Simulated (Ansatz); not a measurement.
# Lattice constant of the random alloy Zn0.83Cd0.17Se with LDA, PBE, PBEsol and r2SCAN, by setting and supercell

A functional, a cutoff, a k-mesh and a supercell have to be chosen before a strained Zn0.83Cd0.17Se layer can be modelled. Such layers serve as quantum wells in blue-green light emitters, where the mismatch between well and barrier sets the strain, and the strain shifts the band edges. An error of one per cent in the lattice constant can be as large as the mismatch itself.

The problem is to find which of these choices matters most for the lattice constant $a$ of the mean conventional cell, and to estimate two withheld members: PBEsol, and PBE with Γ alone. Shifts are measured against the 64-atom PBE cell at 420 eV with the 2×2×2 mesh, where $a$ = 5.8045 Å.

## Calculations

Main cell: 2x2x2 conventional cells of the ZnSe type (64 atoms: 27 Zn, 32 Se, 5 Cd); Zn/Cd share their sites, the best of 600 random draws by like-pair counts in two shells; start lattice by linear mixing of the end members' cells; atoms moved at random by 0.02 Å. In each row cell and atoms were relaxed at the level named; rows that change cutoff, mesh or potentials, and some that change the functional, start from a cell relaxed at another level. Ansatz 0.2.0: Kohn-Sham DFT, PAW potentials, plane waves, Fermi-Dirac smearing of 0.01 eV, no spin polarisation, spin-orbit coupling only where named. Hardware of the DFT runs: 1 GB200 GPU with 32 threads of Arm Neoverse V2.

Notes on method and selection:

- A finite supercell with one arrangement stands for the random alloy; its composition is rounded to whole atoms.
- The lattice is static: no zero-point motion and no thermal expansion, which in most solids lengthen room-temperature lattice constants by a few tenths of a per cent.
- Runs that didn't converge or were made unsound on purpose aren't shown.
- Times come from hosts shared with other jobs and are rough; they include the analyses that each run asked for.
- But for rows that name other potentials, all functionals use one PAW set, generated with PBE; the run remakes the frozen core for its functional but keeps PBE's partial waves, which adds an error of its own under other functionals.
- D3(BJ) is the two-body form unless a three-body term is named.
- Runs that did not converge, have known faults or may not be shown are not listed, and runs on Ansatz's PAW sets soft_1 and soft_2 are kept to separate tables.

Columns:

- residual pressure (GPa): pressure left in the cell at the end of the relaxation.
- atoms: atoms in the cell.
- cell: composition of the cell.
- cutoff (eV): plane-wave cutoff.
- k-mesh: k-point mesh.
- a (Å): lattice constant a of the mean conventional cell.
- wall time (s): wall time of the whole run (relaxations start from unlike geometries and take unlike numbers of steps).

Input lines of one member:

```
kpoints:
  mp_grid: { grid: [2, 2, 2], shift: [0.5, 0.5, 0.5] }
hamiltonian:
  xc: pbe
scf:
  occupations: { method: fermi_dirac, width: 0.01 }
relax:
  f_tol: 0.02
  max_steps: 45
  cell: { stress_tol: 0.1 }
```

Command (options for logging and memory left out): `ansatz run input.yaml --threads 32 --backend cuda --max-vram 78GiB`

## The series

| member | residual pressure (GPa) | atoms | cell | cutoff (eV) | k-mesh | a (Å) | wall time (s) | remark |
| --- | --- | --- | --- | --- | --- | --- | --- | --- |
| r2SCAN | 0.00 | 64 | Zn27Cd5Se32 | 500 | 2×2×2 | 5.7376 | 10 |  |
| PBE, lowest cutoff | 0.07 | 64 | Zn27Cd5Se32 | 300 | 2×2×2 | 5.8075 | 5 |  |
| PBE, higher cutoff | 0.00 | 64 | Zn27Cd5Se32 | 520 | 2×2×2 | 5.8045 | 4.5 | restarted from the PBE cell, which hardly moved: the change lies under the tolerance of the relaxation |
| PBEsol | 0.01 | 64 | Zn27Cd5Se32 | 420 | 2×2×2 | ? | 8.6 |  |
| PBE+D3(BJ) | 0.01 | 64 | Zn27Cd5Se32 | 420 | 2×2×2 | 5.7249 | 6.6 |  |
| LDA | 0.00 | 64 | Zn27Cd5Se32 | 420 | 2×2×2 | 5.6352 | 7.5 |  |
| LDA, small cell | 0.00 | 24 | Zn5CdSe6 | 420 | 4×4×1 | 5.6396 | 3.5 |  |
| PBE, more k-points | 0.00 | 64 | Zn27Cd5Se32 | 420 | 3×3×3 | 5.8045 | 8.5 | restarted from the PBE cell, which hardly moved: the change lies under the tolerance of the relaxation |
| PBE, harder potentials | 0.02 | 64 | Zn27Cd5Se32 | 660 | 2×2×2 | 5.8045 | 6.8 | restarted from the PBE cell, which hardly moved: the change lies under the tolerance of the relaxation |
| PBE, fewer k-points | 0.00 | 64 | Zn27Cd5Se32 | 420 | Γ alone | ? | 3.1 |  |
| PBE, second arrangement | 0.00 | 64 | Zn27Cd5Se32 | 420 | 2×2×2 | 5.8036 | 8.1 |  |
| PBE, small cell | 0.00 | 24 | Zn5CdSe6 | 420 | 4×4×1 | 5.8092 | 3.6 |  |
| PBE | 0.00 | 64 | Zn27Cd5Se32 | 420 | 2×2×2 | 5.8045 | 8.2 |  |
| PBE, lower cutoff | 0.05 | 64 | Zn27Cd5Se32 | 350 | 2×2×2 | 5.8045 | 2.9 | restarted from the PBE cell, which hardly moved: the change lies under the tolerance of the relaxation |
| PBE, larger cell | 0.00 | 128 | Zn53Cd11Se64 | 420 | 2×2×1 | 5.8106 | 16 |  |

Cells marked ? are withheld until the estimate has been made.

## What drives the series

The functional matters most. In the 64-atom cell LDA gives 5.6352 Å, which is 5.8045 − 5.6352 = 0.1693 Å, or about 3%, below PBE. LDA binds too strongly; PBE's gradient terms favour uneven densities, which weakens the bonds and lengthens them. D3(BJ) adds a pairwise attraction to PBE and shortens $a$ by 0.0796 Å. r2SCAN, run at 500 eV instead of 420 eV, lies 0.0669 Å below PBE. The LDA and r2SCAN values also carry an error from partial waves made for PBE.

The supercell comes next, mainly through its composition. The Cd fraction $x$ on the metal sites is 5/32 = 0.156 in the main cell, 1/6 = 0.167 in the small one (which holds two units of Zn5CdSe6) and 11/64 = 0.172 in the larger one. Cd–Se bonds are longer than Zn–Se bonds, so $a$ should grow with $x$. From the main to the larger cell the slope is (5.8106 − 5.8045) / (11/64 − 5/32) = 0.39 Å per unit of $x$. For the small cell this gives 5.8045 + 0.39 × (1/6 − 5/32) = 5.8086 Å, against 5.8092 Å in the table. Under LDA the small cell is likewise longer than the main one, by 0.0044 Å. A second arrangement of the 64-atom cell moves $a$ by only 0.0009 Å, so most of the difference between the cells can be put down to rounding the composition to whole atoms.

The numerical settings shown matter least. The relaxation stops once the stress is below 0.1 GPa. With a bulk modulus $B$ of roughly 60 GPa, this can leave $a$ off by up to $\Delta a = a\,\Delta P/(3B)$, or 5.8 × 0.1 / (3 × 60) = 0.003 Å. The 300 eV run differs from PBE by 0.0030 Å, no more than this tolerance. The four restarted runs repeat 5.8045 Å because their starting cell already met the criterion; they bound the effect of the setting but do not measure it.

## Blind estimate

Plain estimates from the members shown:

- PBEsol, mean of the 13 members shown: 5.7685 Å, standard deviation 0.062
- PBE, fewer k-points, mean of the 13 members shown: 5.7685 Å, standard deviation 0.062

The mean of the 13 members suits neither case, since nine of them are plain PBE and the rest change the functional or add dispersion.

PBEsol has a weaker gradient term in exchange than PBE, so its lattice constant should lie above that of LDA and below that of PBE. For semiconductors of this kind it is also usually somewhat shorter than that of r2SCAN, which narrows the bracket to 5.6352–5.7376 Å. The midpoint is (5.6352 + 5.7376) / 2 = 5.686 Å. If every value in the bracket is equally likely, the standard deviation is its width over $\sqrt{12}$, that is $(5.7376 - 5.6352)/\sqrt{12}$ = 0.030 Å. Tried on r2SCAN with LDA and PBE as bounds, the midpoint rule gives 5.720 Å against 5.7376 Å, a miss of 0.018 Å where the same formula allows $0.1693/\sqrt{12}$ = 0.049 Å.

For Γ alone, the best start is the PBE value in the same cell, 5.8045 Å. The supercell folds many k-points of the primitive cell onto Γ, and the alloy has a gap, so the sampling error should be small. Its sign is open, and no shift is applied. The error bar adds the relaxation tolerance, 0.003 Å, to the largest shift seen for a numerical setting, 0.0030 Å. They are added directly because Γ alone is a harsher reduction than the mesh change shown; the sum is 0.006 Å.

**Committed estimate, PBEsol: a = 5.69 ± 0.03 Å.**  
**Committed estimate, PBE, fewer k-points: a = 5.805 ± 0.006 Å.**

## Check

| member | residual pressure (GPa) | atoms | cell | cutoff (eV) | k-mesh | a (Å) | wall time (s) |
| --- | --- | --- | --- | --- | --- | --- | --- |
| PBEsol | 0.01 | 64 | Zn27Cd5Se32 | 420 | 2×2×2 | 5.7023 | 8.6 |
| PBE, fewer k-points | 0.00 | 64 | Zn27Cd5Se32 | 420 | Γ alone | 5.8121 | 3.1 |

| member | estimate | a (Å) | computed | estimate − computed | miss in error bars |
| --- | --- | --- | --- | --- | --- |
| PBEsol | committed | 5.6900 | 5.7023 | −0.0123 | 0.4 |
| PBEsol | mean | 5.7685 | 5.7023 | +0.0662 |  |
| PBE, fewer k-points | committed | 5.8050 | 5.8121 | −0.0071 | 1.2 |
| PBE, fewer k-points | mean | 5.7685 | 5.8121 | −0.0436 |  |

The PBEsol estimate held: 5.69 Å against a computed 5.7023 Å, a miss of 0.0123 Å inside an error bar of 0.03 Å. The estimate for Γ alone fell outside its bar: 5.805 Å against 5.8121 Å, a miss of 0.0071 Å where 0.006 Å was allowed. Both came closer than the mean of the members.

PBEsol lies between LDA and r2SCAN, as argued. It recovers (5.7023 − 5.6352) / (5.8045 − 5.6352) = 0.40 of the step from LDA to PBE, as expected of a weaker gradient term.

The argument that folding makes Γ sufficient failed. Γ alone lengthens $a$ by 0.0076 Å, more than twice the relaxation tolerance of 0.003 Å. The error bar was built on a cutoff shift, which says nothing about sampling.

The residual pressures tighten the bound that the restarted runs set. With 3×3×3 points the PBE cell is left at 0.00 GPa, that is, below 0.005 GPa, which corresponds to 5.8 × 0.005 / (3 × 60) = 0.0002 Å. The 2×2×2 mesh is therefore converged for this purpose, and Γ alone is not.

The same step shows that I judged the effect of the cutoff too small before the estimates. The 300 eV cell is 0.0030 Å longer than the reference, but 0.07 GPa is left in it, pressing outwards. Fully relaxed, it would be longer than the reference by about 0.0030 + 5.8 × 0.07 / (3 × 60) = 0.0053 Å, and by slightly more if the crystal is softer than assumed, as the runs suggest. That is more than the tolerance of 0.003 Å, and more than the 0.0047 Å between the small cell and the main one, so it was wrong to rank all numerical settings below the supercell. The error bar for Γ alone was built on the smaller shift; it stands as committed, and so does the miss. At 350 eV the 0.05 GPa left in the cell stands for 5.8 × 0.05 / (3 × 60) = 0.0016 Å. Ansatz warned in both the 300 eV and the 350 eV run that the cutoff is below the recommended one.

## Residuals

The two LDA cells lie farthest out, 0.1693 Å (64 atoms) and 0.1696 Å (24 atoms) below the PBE cells of the same size. The near-equal gaps point to LDA's overbinding, not to the supercell.

Among the plain PBE runs, Γ alone departs most, by +0.0076 Å. Composition, arrangement and cutoff are those of the reference, which leaves the sampling as the likeliest cause.

The 128-atom cell follows at +0.0061 Å. Its larger Cd fraction has the right sign, but the arrangement and the k-mesh change too. The slope of 0.39 Å per unit of Cd fraction is therefore rough, and its close match to the small cell is a weaker check than it first appeared.

## Cost

Γ alone took 3.1 s, against 8.5 s for the 3×3×3 mesh, although the 3×3×3 run started from a cell that hardly moved. The saving of about 5 s costs 0.0076 Å in $a$, a poor exchange at this size. The 24-atom cell took 3.6 s with PBE where the 64-atom cell took 8.2 s, and its lattice constant differs by 0.0047 Å, partly because its composition is different. Among the functionals in the 64-atom cell the times run from 6.6 to 10 s, too close together for cost to decide the choice.

## Conclusions and limits

For this composition the functional decides the lattice constant. Among the plain PBE runs Γ alone shifts $a$ most, slightly ahead of the 128-atom cell. A cutoff of 300 eV matters about as much as the change of supercell: once the pressure left in the cell is counted, its shift lies between those of the 24-atom and the 128-atom cell. A cutoff of 350 eV, also below the recommended one, shifts $a$ by less than the relaxation tolerance, and the higher cutoff, the denser mesh and the harder potentials do so by less still. The plain PBE runs span 5.8121 − 5.8036 = 0.0085 Å, while PBE and PBEsol differ by 0.1022 Å. A PBEsol layer held at the PBE lattice constant would carry a false in-plane strain of 0.1022 / 5.7023 = 1.8%, so well and barrier must be treated with the same functional.

A new PBE run on a similar cell can be expected within about 0.01 Å of the reference if only one of these choices is changed. Γ alone and a cutoff of 300 eV both lengthen $a$, and together they could exceed that. For a new functional known to lie between two others, the midpoint missed by 5.7023 − 5.686 = 0.016 Å for PBEsol and by 0.018 Å for r2SCAN.

Zero-point motion and thermal expansion would lengthen $a$ by roughly 0.02 Å at room temperature, more than the spread of the PBE runs but far less than that of the functionals. No measured value is shown; in semiconductors of this kind PBE usually comes out too long, and PBEsol and r2SCAN nearer to experiment.

[Logs are printed without paths, hosts, clocks, repeated set-up lines and the standing remarks that a program may print on its own settings, such as how far it seeks lower states.]
